**Q:** How do I read the signs, and which molecule comes out lowest?

Electronic energy of the second isomer minus that of the first for isolated, neutral singlet C4H2ClFN2 molecules, calculated with Ansatz 0.2.0 (HF/STO-3G and, as the functional level, r2SCAN-D4/def2-SVP) and xtb 6.7.1 (GFN2-xTB). All geometries were relaxed with GFN2-xTB. Links are pairs of bonded atoms, whatever the bond order.

| system | first isomer | second isomer | at hf sto 3g (kcal/mol) | at gfn2 xtb (kcal/mol) | at functional level (kcal/mol) |
| --- | --- | --- | --- | --- | --- |
| C4H2ClFN2 #f55 | C(1) CH(2) CH(3) C(4) Cl(5) F(6) N(7) N(8); links 2-3, 1-4, 4-5, 1-6, 1-7, 2-7, 3-8, 4-8 | C(1) CH(2) CH(3) C(4) Cl(5) F(6) N(7) N(8); links 1-4, 3-4, 4-5, 1-6, 1-7, 2-7, 2-8, 3-8 | -2.440 | -4.610 | -2.310 |
| C4H2ClFN2 #e3b | C(1) CH(2) CH(3) C(4) Cl(5) F(6) N(7) N(8); links 1-2, 3-4, 4-5, 1-6, 2-7, 3-7, 1-8, 4-8 | C(1) CH(2) CH(3) C(4) Cl(5) F(6) N(7) N(8); links 1-4, 3-4, 4-5, 1-6, 1-7, 2-7, 2-8, 3-8 | -1.670 | -2.570 | -1.480 |
| C4H2ClFN2 #98f | C(1) CH(2) CH(3) C(4) Cl(5) F(6) N(7) N(8); links 2-3, 1-4, 4-5, 1-6, 1-7, 2-7, 3-8, 4-8 | C(1) CH(2) CH(3) C(4) Cl(5) F(6) N(7) N(8); links 1-2, 3-4, 4-5, 1-6, 2-7, 3-7, 1-8, 4-8 | -0.760 | -2.040 | -0.820 |
| C4H2ClFN2 #860 | C(1) CH(2) C(3) CH(4) Cl(5) F(6) N(7) N(8); links 1-2, 3-4, 3-5, 1-6, 2-7, 3-7, 1-8, 4-8 | C(1) CH(2) CH(3) C(4) Cl(5) F(6) N(7) N(8); links 2-3, 1-4, 4-5, 1-6, 1-7, 2-7, 3-8, 4-8 | 0.810 | 1.610 | 0.010 |
| C4H2ClFN2 #0cf | C(1) CH(2) CH(3) C(4) Cl(5) F(6) N(7) N(8); links 1-2, 3-4, 4-5, 1-6, 2-7, 3-7, 1-8, 4-8 | C(1) CH(2) C(3) CH(4) Cl(5) F(6) N(7) N(8); links 1-2, 3-4, 3-5, 1-6, 2-7, 3-7, 1-8, 4-8 | -0.040 | 0.430 | 0.810 |
| C4H2ClFN2 #fd3 | C(1) CH(2) CH(3) C(4) Cl(5) F(6) N(7) N(8); links 1-4, 3-4, 4-5, 1-6, 1-7, 2-7, 2-8, 3-8 | C(1) CH(2) C(3) CH(4) Cl(5) F(6) N(7) N(8); links 1-2, 3-4, 3-5, 1-6, 2-7, 3-7, 1-8, 4-8 | 1.630 | 3.000 | 2.290 |
| C4H2ClFN2 #54f | C(1) CH(2) CH(3) C(4) Cl(5) F(6) N(7) N(8); links 2-3, 1-4, 3-4, 4-5, 1-6, 1-7, 2-8, 7-8 | C(1) CH(2) C(3) CH(4) Cl(5) F(6) N(7) N(8); links 1-2, 1-4, 3-4, 3-5, 1-6, 2-7, 3-8, 7-8 | 1.010 | -0.530 | 2.410 |
| C4H2ClFN2 #d1b | C(1) CH(2) CH(3) C(4) Cl(5) F(6) N(7) N(8); links 1-4, 3-4, 4-5, 1-6, 1-7, 2-7, 2-8, 3-8 | C(1) CH(2) CH(3) C(4) Cl(5) F(6) N(7) N(8); links 1-2, 1-4, 4-5, 1-6, 2-7, 3-7, 3-8, 4-8 | 3.110 | 2.060 | 5.360 |

**A:** Each value is the energy of the second isomer less that of the first, so a positive number means that the first is more stable. Follow the links and you find 5-chloro-4-fluoropyrimidine as the second isomer in #f55 and #e3b, and as the first in #fd3 and #d1b. The signs of these four rows put it below its partner each time, at all three levels. At the functional level the three chlorofluoropyrazines lie about 1.5 to 2.3 kcal/mol above it. It is the lowest of the seven molecules compared here, not necessarily of all isomers: pyrimidines with neither halogen on carbon 5 aren't in the table and may lie lower.

**Q:** The largest difference at the functional level is in #d1b, yet the ring is the same in both isomers. What costs so much?

**A:** The two halogens trade places. They remain neighbours, but fluorine leaves carbon 4 for carbon 5 and chlorine goes the other way, which costs 5.4 kcal/mol. Carbon 4 is ortho to one ring nitrogen and para to the other, whereas carbon 5 is meta to both. Nitrogen draws electrons out of the ring mainly from the ortho and para carbons, as the resonance structures with a negative nitrogen show.

Fluorine gains more than chlorine from such an electron-poor carbon. Its bond to carbon is more polar, so the negative fluorine is held more strongly by a positive carbon. Its compact 2p lone pair also overlaps better with the carbon π orbital and gives electrons back to the ring. This is the standard chemical argument; the table shows the preference, not its separate parts.

**Q:** What would #d1b show if the chlorine were replaced by a second fluorine?

**A:** Exactly zero, at every level of theory. Exchanging two equal halogens gives back the same molecule. The row therefore doesn't measure how much fluorine likes carbon 4, but how much more it likes it than chlorine does. That makes it a sharp test of whether a method can tell the two halogens apart.

**Q:** Can the same picture predict the other rows?

**A:** Only where the ring stays the same, and there only in rough size. In pyrazine each carbon is ortho to one nitrogen and meta to the other, so moving a halogen around the ring should matter little. The functional agrees: the three pyrazines lie within about 0.8 kcal/mol of one another. The picture can't say which of them is lowest.

In the pyridazines of #54f, fluorine moves from a carbon ortho to one nitrogen to a carbon para to one. It stays on an electron-poor site, and the cost is 2.4 kcal/mol, less than half of that in #d1b. The comparison isn't perfectly clean, because the chlorine moves too, from a carbon para to one nitrogen to a carbon next to one, and the halogens end up apart.

**Q:** GFN2-xTB has the same sign as the functional in seven of the eight rows. Isn't that good enough for ranking?

**A:** No. One of the seven, #860, is a tie in the functional column, so its sign means nothing, and the rows compare only some of the possible pairs. Take 2-chloro-3-fluoropyrazine and 4-chloro-5-fluoropyrimidine, which never meet in one row. Row #f55 leads from the pyrazine to 5-chloro-4-fluoropyrimidine, and #d1b leads on from there to the exchanged pyrimidine. Energy differences add along such a path:

$$\Delta E_{\text{functional}} = -2.31 + 5.36 = 3.05\ \text{kcal/mol}$$

$$\Delta E_{\text{GFN2-xTB}} = -4.61 + 2.06 = -2.55\ \text{kcal/mol}$$

The two levels disagree about which molecule is more stable, although both rows on the path have the right sign. GFN2-xTB makes the first step too large and the second too small, and the two errors push the sum the same way. It places the exchanged pyrimidine below all three pyrazines, while the functional places it above all three. The output printed after this text gives these sums for each pyrazine; they involve no fit.

**Q:** Why do the cheap levels undervalue the halogen exchange?

**A:** In #d1b GFN2-xTB finds about 40 % of the functional's value and HF/STO-3G about 60 %. One possible reason is that both describe the valence electrons with few basis functions. Fluorine's electron cloud then has little freedom to adapt to a carbon that is richer or poorer in electrons, and the two sites look too much alike.

The table can't prove this. HF/STO-3G lacks electron correlation as well as a flexible basis, and GFN2-xTB has fitted parameters of its own. Hartree-Fock in the larger basis would separate the first two causes.

**Q:** Which digits of the functional column would you trust?

**A:** I'd trust the order where the gap is several kcal/mol, but not the second decimal. The shapes come from GFN2-xTB. Both molecules were also relaxed with the functional in every pair but the pyridazines of #54f, and the harm looks small: #d1b shrinks by about 0.2 kcal/mol, and #f55, #e3b and #98f shift by less than that. The small basis is a greater worry, and zero-point motion is left out. The functional runs also made no search for a lower electronic state, though I wouldn't expect one in closed-shell aromatic rings like these. The value of 0.01 kcal/mol in #860 is a tie, and even the 0.8 kcal/mol in #98f and #0cf is too small to settle an order.

The functional is also only the best of the three levels here, not a measurement. When I call a GFN2-xTB value too small, I mean small relative to this column.

**Q:** Then what is a cheap screen good for? Suppose I put the two nitrogens side by side.

**A:** That is a change it can handle. Compare 5-chloro-4-fluoropyrimidine with 4-chloro-3-fluoropyridazine, the first isomer of #54f. In both, fluorine sits next to a nitrogen and chlorine next to the fluorinated carbon, so the main change is in the ring. The pyridazine lies about 26 kcal/mol higher with the functional and about 19 with GFN2-xTB.

Such a gap is ordinary chemistry: two C–N bonds of the ring give way to a C–C bond and a weak N–N bond, and the two nitrogen lone pairs point outwards side by side and repel each other. Pyrazine and pyrimidine rings have the same number of each kind of bond, which helps to explain why they lie so close together. GFN2-xTB is off by more than 6 kcal/mol for this pyridazine and by about 9 for the other, yet the verdict is safe because the gaps are so much larger. Among the pyrazines and pyrimidines an error of less than 6 kcal/mol is enough to overturn the order.

So within this set the cheap level can safely discard the two pyridazines, but all the pyrazines and pyrimidines should go on to the functional.

Printed output of the fit:

```
Misses against the functional level in kcal/mol:
             row  GFN2-xTB less functional  HF/STO-3G less functional
  C4H2ClFN2 #f55                      -2.3                      -0.13
  C4H2ClFN2 #e3b                     -1.09                      -0.19
  C4H2ClFN2 #98f                     -1.22                       0.06
  C4H2ClFN2 #860                       1.6                        0.8
  C4H2ClFN2 #0cf                     -0.38                      -0.85
  C4H2ClFN2 #fd3                      0.71                      -0.66
  C4H2ClFN2 #54f                     -2.94                       -1.4
  C4H2ClFN2 #d1b                      -3.3                      -2.25
4-chloro-5-fluoropyrimidine less 2-chloro-3-fluoropyrazine, functional (kcal/mol): 3.05
the same, GFN2-xTB (kcal/mol): -2.55
the same, HF/STO-3G (kcal/mol): 0.67
4-chloro-5-fluoropyrimidine less 2-chloro-6-fluoropyrazine, functional (kcal/mol): 3.88
the same, GFN2-xTB (kcal/mol): -0.51
the same, HF/STO-3G (kcal/mol): 1.44
4-chloro-5-fluoropyrimidine less 2-chloro-5-fluoropyrazine, functional (kcal/mol): 3.07
the same, GFN2-xTB (kcal/mol): -0.94
the same, HF/STO-3G (kcal/mol): 1.48
Halogen exchange d1b, GFN2-xTB as a fraction of functional: 0.3843
Halogen exchange d1b, HF/STO-3G as a fraction of functional: 0.5802
d1b less 54f, functional (kcal/mol): 2.95
4-chloro-3-fluoropyridazine less 5-chloro-4-fluoropyrimidine, functional (kcal/mol): 25.72
the same, GFN2-xTB (kcal/mol): 19.25
the same, HF/STO-3G (kcal/mol): 18.7
f55 after relaxation with the functional (kcal/mol): -2.204
e3b after relaxation with the functional (kcal/mol): -1.338
98f after relaxation with the functional (kcal/mol): -0.866
Dipole of the first isomer of 54f, GFN2-xTB (debye): 4.194
Dipole of the second isomer of 54f, GFN2-xTB (debye): 2.093
Charge of the carbon that bears F in 54f, second less first isomer, GFN2-xTB (e): -0.05968
Charge of the carbon that bears Cl in 54f, second less first isomer, GFN2-xTB (e): 0.08548
Rows where GFN2-xTB and functional differ in sign: 1
Rows where HF/STO-3G lies nearer to the functional than GFN2-xTB does: 7
```
